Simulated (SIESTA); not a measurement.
Moving the strain (εzz = s) in NbTe

```xyz
2
Lattice="3.7030 0.0000 0.0000 -1.8515 3.2069 0.0000 0.0000 0.0000 3.6942" Properties=species:S:1:pos:R:3 pbc="T T T"
Te    1.8515    1.0690    0.0000
Nb    0.0000    0.0000    1.8471
```

The cell comes from a database or a generator and needn't be the stable form of this composition.

Kept alike: task band structure; functional PBEsol; k mesh 8 × 8 × 7; occupations fermi-dirac, width 0.05 eV; no spin polarisation. Program: SIESTA, files PseudoDojo sr-pbesol-0.4.1-standard, DZP (energy shift 0.003 Ry; two zetas on semicore shells). The mesh is that of the run's cell of 2 atoms. No spin-orbit coupling.

```csv
s,free energy over the lowest row (meV/atom)
-0.04,20.47
-0.02,2.48
0,0.00
0.02,11.14
0.04,34.10
```

The cell shown is the unstrained one; x, y and z are its Cartesian axes; atoms keep their fractions. For a metal such a mesh leaves the last digits unconverged.

What does the strain (εzz = s) change here?

The free energy is lowest at 0, and 34.10 meV an atom higher at 0.04.

The energy rises on both sides of the unstrained cell, but at equal magnitude stretching costs more than compression: 11.14 against 2.48 meV/atom for the smaller strains, 34.10 against 20.47 for the larger. This suggests that the minimum along z lies at a slight compression, between -0.02 and 0, rather than exactly at the starting cell. The asymmetry is therefore mainly an offset of the minimum, since ordinary bond anharmonicity would make compression the costlier direction.

The stiffness has a simple structural origin. Nb sits in a trigonal prism of Te, and every Nb–Te bond is inclined to z, so the strain stretches or shortens all of them together. Bond bending cannot absorb it through internal displacements either, because symmetry fixes the atomic heights. The restoring force probably comes largely from covalent Nb 4d–Te 5p overlap, opposed by short-range repulsion on compression. With the in-plane lattice held fixed, the curve describes a clamped uniaxial response, not the softer one expected if the cell could relax sideways.
